H5NOSi (SMILES N[SiH2]O) in the gas phase, computed with PySCF 2.14.0 and density fitting at the PBE0-D3(BJ)/def2-SVP geometry. Vertical excitations are from TDDFT for singlets and Tamm-Dancoff for triplets, with core orbitals frozen in the response. Exact-exchange shares are the functionals' definitions, rounded to whole per cent; the polarisability is the isotropic mean.

| functional | basis | exact exchange, long range (%) | S1 (eV) | f(S1) | leading pair | T1 (eV) | polarisability (bohr^3) |
| --- | --- | --- | --- | --- | --- | --- | --- |
| LDA | def2-SVPD | 0 | 6.02 | 0.051 | HOMO to LUMO | 5.72 | 43.6 |
| PBE | def2-SVPD | 0 | 5.96 | 0.052 | HOMO to LUMO | 5.64 | 43.0 |
| B3LYP | def2-SVPD | 20 | 6.40 | 0.049 | HOMO to LUMO | 6.04 | 41.0 |
| BHandHLYP | def2-SVPD | 50 | 6.98 | 0.046 | HOMO to LUMO | 6.55 | 38.8 |
| CAM-B3LYP | def2-SVPD | 65 | 6.68 | 0.046 | HOMO to LUMO | 6.28 | 40.3 |
| HF | def2-SVPD | 100 | 7.73 | 0.047 | HOMO to LUMO | 7.12 | 36.4 |
| LC-wPBE | def2-SVPD | 100 | 7.22 | 0.047 | HOMO to LUMO | 6.76 | 39.4 |
| wB97X-D | def2-SVPD | 100 | 6.88 | 0.050 | HOMO to LUMO | 6.59 | 40.3 |
| PBE0 | 6-31G(d) | 25 | 7.38 | 0.039 | HOMO to LUMO+1 | 6.75 | 29.8 |
| PBE0 | def2-SVP | 25 | 7.25 | 0.029 | HOMO to LUMO | 6.68 | 31.5 |
| PBE0 | def2-SVPD | 25 | 6.62 | 0.047 | HOMO to LUMO | 6.24 | 40.6 |
| PBE0 | def2-TZVP | 25 | 6.83 | 0.038 | HOMO to LUMO | 6.35 | 36.6 |

**What happens**

S1 and T1 are the lowest singlet and triplet excitation energies, and f(S1) is the oscillator strength of the singlet. Among the global functionals in def2-SVPD, whose share a of exact exchange is the same at every distance, S1 rises with a from PBE (5.96 eV) through B3LYP, PBE0 and BHandHLYP to HF (7.73 eV). The range-separated rows do not fit this order: wB97X-D and LC-wPBE both list 100 %, yet give 6.88 and 7.22 eV. The excitation starts from a HOMO that sits mainly on nitrogen and ends in an orbital spread over several atoms. f(S1) stays near 0.05 in all def2-SVPD rows, which suggests, without proving it, that they describe one kind of state.

**Why S1 rises, and why slowly**

For an excitation carried by one orbital pair, linear-response theory gives S1 ≈ ε(LUMO) − ε(HOMO) − a·J(HL) + a small term. Here ε is an orbital energy and J(HL) the Coulomb attraction between the hole and the excited electron, which enters only through exact exchange. The orbital energies also depend on a. An orbital energy is the slope of the total energy with respect to occupation, and with frozen orbitals a semilocal functional leaves that energy curved by the self-repulsion J of the orbital. The slope at the end of the curve differs from the mean slope by J/2, and exact exchange cancels the curvature in proportion to a.

This argument gives ε(HOMO) ≈ −I + (1 − a)·J(HH)/2 and ε(LUMO) ≈ −A − (1 − a)·J(LL)/2, with I and A the frozen-orbital ionisation energy and electron affinity. The slope of S1 in a is then J(HH)/2 + J(LL)/2 − J(HL). The orbital energies of the same calculations show these three parts when straight lines are fitted to the five global rows with correlation (LDA, PBE, B3LYP, PBE0, BHandHLYP). Per unit of a the HOMO falls by 5.46 eV, the LUMO rises by 2.67 eV and gap − S1 grows by 6.10 eV, which leaves 2.03 eV for S1. Three quarters of the opening of the gap is thus taken back by the electron–hole attraction.

A control supports the reading of the HOMO shift. The ionisation energy obtained as a difference of total energies varies by only 0.59 eV over the def2-SVPD rows other than HF, while −ε(HOMO) varies by 4.30 eV. What moves is the eigenvalue, and much less the energy needed to remove the electron. That gap − S1 is close to linear in a is no such test, because the factor a is written into the response equations.

The simpler system behind this is a pair of rigid charge clouds, one positive and one negative. The combination J(HH)/2 + J(LL)/2 − J(HL) is the electrostatic energy of the pair: never negative, zero when the clouds coincide, largest when they are far apart. Clouds on a common centre but of unequal size also leave a remainder. The fitted values point to such a case: 10.9 eV for the self-repulsion of the hole, 5.3 eV for that of the excited electron and 6.1 eV for their attraction. A compact hole in or near a wide electron cloud makes the cancellation large but incomplete. The picture ends where orbitals relax and configurations mix: the weight of the leading pair in T1 drops from 0.99 in PBE to about 0.5 in HF. Semilocal exchange also cancels part of the self-repulsion, so the fitted J are effective values and not Coulomb integrals, and the rule that the sum is never negative is not assured for them.

**The range-separated rows**

In these functionals the share depends on the electron separation r as a_sr + (a_lr − a_sr)·erf(ωr), where a_lr is the printed long-range share, a_sr the short-range share and ω the range parameter. Each of the three terms samples its own distances and therefore sees its own share. If the separations are distributed as exp(−p²r²), then J = 2p/√π in atomic units, and the erf part retains the fraction ω/√(ω² + p²) of J. The slopes above set an effective p for each term. With a_sr and ω taken from the definition of each functional, the three rows, none of which entered a fit, can then be predicted.

For wB97X-D, with a_sr ≈ 0.22 and ω ≈ 0.20 bohr⁻¹ (rough recalled values of the definition):

- HOMO: J(HH) = 2 × 5.46 = 10.9 eV gives p = 0.356 bohr⁻¹, fraction 0.20/√(0.20² + 0.356²) = 0.490, share 0.22 + 0.78 × 0.490 = 0.602.
- LUMO: p = 0.174 bohr⁻¹, fraction 0.754, share 0.808.
- Attraction: p = 0.199 bohr⁻¹, fraction 0.709, share 0.773.
- S1 = 6.01 + 5.46 × 0.602 + 2.67 × 0.808 − 6.10 × 0.773 = 6.01 + 3.29 + 2.16 − 4.72 = 6.74 eV, with 6.01 eV the intercept of the fitted S1 line; the table has 6.88 eV.

The compact lone pair samples short distances and receives the least exact exchange, while the wider electron–hole term receives more. The computed energies agree with this: for wB97X-D the shares read back from the computed energies are 0.60 for the HOMO and 0.79 for the attraction, and the HOMO share is the lower of the two in all three rows, though in CAM-B3LYP by no more than the misfit of HF to the same lines would give. The largest positive term is therefore cut more than the negative one, and S1 behaves as if a were only 0.43. LC-wPBE has the larger ω, switches exact exchange on at shorter distance and lies higher, although it has none at r = 0.

Against the S1 values of the table the model has an rms error of 0.13 eV over the three rows. Reading S1 from the long-range share alone misses by 0.90 eV and from the short-range share alone by 0.76 eV. The model nevertheless puts CAM-B3LYP above wB97X-D, the reverse of the table, because it is too high for the first and too low for the second. The LUMO term is its weakest part, and since S1 is a remainder of large terms, an error of a few hundredths in one share becomes a tenth of an eV. The printed output below lists the fits and residuals row by row.

**HF and PBE0**

HF was kept out of the fits because it has no correlation, and its S1 lies 0.31 eV below the line. The shortfall sits in the HOMO, whose binding is 0.54 eV weaker than the line gives, and is partly offset by the other two terms. The neutral molecule has one more electron pair than the ion and gains more from correlation, so the missing correlation is a likely cause. This agrees with the low HF ionisation energy of 8.93 eV against about 10 eV elsewhere; the table does not isolate it. PBE0 lies 0.10 eV above the line mainly because the line joins functionals with different semilocal parts. B3LYP has nearly the same a as PBE0 but lies 0.22 eV lower, where the line allows 0.10 eV. PBE and PBE0 share their semilocal part, and between them S1 rises by 2.64 eV per unit of a, so the slope of 2.03 eV is an average over families. Whether the semilocal parts also cause the residuals of the range-separated rows is left open.

**The basis**

The four PBE0 rows span 0.76 eV in S1, not far below the 1.02 eV between PBE and BHandHLYP. Removing the diffuse functions (def2-SVPD to def2-SVP) raises the LUMO by 1.18 eV but the HOMO by only 0.32 eV, so it is mainly the final orbital that is squeezed. This supports a diffuse, partly Rydberg-like S1 without proving it. def2-TZVP is a larger valence basis without diffuse augmentation and still lies above def2-SVPD: more valence functions do not fully replace diffuse ones. The table has no larger augmented basis, so def2-SVPD is not shown to be converged either.

The PBE0 LUMO has a positive energy in every basis, so its shape is set largely by the functions on offer, and the slopes and J values above belong to def2-SVPD. The leading pair "HOMO to LUMO+1" in 6-31G(d) is no clear sign of a different state. There the two lowest empty orbitals lie 0.13 eV apart and T1 mixes them with weights 0.54 and 0.43. S1 in that row also lies 0.07 eV above −ε(HOMO), the ionisation threshold of the method, so it is formally unbound and depends on the basis. In def2-SVP f(S1) falls to 0.029, but this is no sign of a swap of states: the transition dipoles of the two lowest singlets point nearly the same way as in B3LYP/def2-SVPD, and that of S1 is only shorter.

**T1 and the polarisability**

T1 follows the same pattern with a slope of 1.78 eV per unit of a; among the def2-SVPD rows only wB97X-D and BHandHLYP change places. S1 − T1 should not be read as a singlet–triplet gap, since the singlets are full TDDFT and the triplets Tamm-Dancoff. The polarisability, a sum of f/(excitation energy)² over all states in atomic units, falls by 15 % from PBE to HF and by 22 % from def2-SVPD to def2-SVP. S1 supplies at most 2.5 % of it, so the two quantities respond to the same settings without one driving the other.

**A neighbouring series**

The cloud picture says, as theory only, how the same scan would run for another type of excitation. For charge transfer between distant fragments J(HL) shrinks, S1 follows the gap almost fully and the attraction sees the long-range share. For a local valence excitation, where hole and electron have similar size and place, the three terms sample similar distances and cancel more completely. The present molecule, with a compact hole inside a wide electron cloud, lies between these cases.

**What to do**

Diffuse functions come first, and their convergence should be checked before functionals are compared. The long-range share should not be used to order range-separated functionals for a state of this kind; a_sr and ω matter together. The orbital gap is no estimate of S1 once exact exchange is present, as it exceeds S1 by 1.37 eV in PBE0 and by 5.84 eV in HF. LDA and PBE call for special caution with a diffuse state: their S1 lies only 0.38 and 0.30 eV below −ε(HOMO), and that threshold is itself about 3.5 eV below the ionisation energy from total energies. Their potential falls off too fast at long distance, a known fault that tends to set diffuse excitations too low. The rows show sensitivity and not accuracy: they are vertical energies at one geometry with nearly planar nitrogen, without vibrational averaging, and a lone-pair state can be expected to shift when the nitrogen bends.

In wavelength, the choice of functional alone moves the first vertical excitation of the def2-SVPD rows from 208 nm in PBE to 160 nm in HF.

Numerical output:

```
Lines in share a, 5 correlated global rows, def2-SVPD (eV; table rounding 0.005)
 -HOMO  =  6.34 + 5.46 a, largest miss 0.08, HF (not fitted) -0.54
 LUMO   = -0.49 + 2.67 a, largest miss 0.12, HF (not fitted) +0.13
 gap    =  5.85 + 8.13 a, largest miss 0.11, HF (not fitted) -0.41
 gap-S1 = -0.16 + 6.10 a, largest miss 0.02, HF (not fitted) -0.10
 S1     =  6.01 + 2.03 a, largest miss 0.10, HF (not fitted) -0.31
 T1     =  5.70 + 1.78 a, largest miss 0.09, HF (not fitted) -0.36
slopes add: 5.46 + 2.67 - 6.10 = 2.03; S1/gap slope 0.25; e^2/J 2.4 A
row: a, gap, gap-S1, S1 minus line, S1-T1, S1+HOMO, IP+HOMO (eV)
 LDA        0.00   5.85 -0.17 +0.01  0.30 -0.38 +3.49
 PBE        0.00   5.80 -0.16 -0.05  0.32 -0.30 +3.48
 B3LYP      0.20   7.44  1.04 -0.02  0.36 -1.05 +2.61
 BHandHLYP  0.50   9.87  2.89 -0.04  0.43 -2.08 +0.97
 CAM-B3LYP  0.65  10.10  3.42 -0.65  0.40 -2.47 +1.08
 HF         1.00  13.57  5.84 -0.31  0.61 -3.53 -2.33
 LC-wPBE    1.00  12.59  5.37 -0.82  0.46 -3.34 -0.23
 wB97X-D    1.00  11.56  4.68 -1.16  0.29 -2.76 +0.54
 PBE0       0.25   7.99  1.37 +0.10  0.38 -1.07 +2.34
without HF: spread of IP 0.59, of -HOMO 4.30 eV
Gaussian filter: J (eV) HH, LL, HL [10.9  5.3  6.1]  p (1/bohr) [0.356 0.174 0.199]
effective share model/found for HOMO, LUMO, attraction; share found from S1
 CAM-B3LYP 0.50/0.52  0.60/0.54  0.58/0.59   0.33
 wB97X-D   0.60/0.60  0.81/0.90  0.77/0.79   0.43
 LC-wPBE   0.75/0.77  0.92/0.95  0.90/0.91   0.60
predicted S1 (error, eV): filter, long-range share only, short-range share only
 CAM-B3LYP table 6.68: 6.79 (+0.11)  7.33 (+0.65)  6.40 (-0.28)
 wB97X-D   table 6.88: 6.74 (-0.14)  8.04 (+1.16)  6.46 (-0.42)
 LC-wPBE   table 7.22: 7.08 (-0.14)  8.04 (+0.82)  6.01 (-1.21)
 rms error (eV): [0.13 0.9  0.76]
PBE0 minus def2-SVPD: S1, T1, HOMO, LUMO (eV), f ratio, polarisability (%); S1+HOMO
 6-31G(d)   +0.76 +0.51 +0.38 +1.30  0.83 -26.6; +0.07
 def2-SVP   +0.63 +0.44 +0.32 +1.18  0.62 -22.4; -0.12
 def2-TZVP  +0.21 +0.11 +0.07 +0.41  0.81  -9.9; -0.79
S1 spread (eV): functionals 1.77, PBE to BHandHLYP 1.02, bases 0.76
exponent of polarisability in S1: functionals -0.62, bases -2.77
S1 term f/w^2 in polarisability: 1.3 to 2.5 %; PBE to HF change -15.3 %
S1 wavelength, def2-SVPD: 160 to 208 nm
```
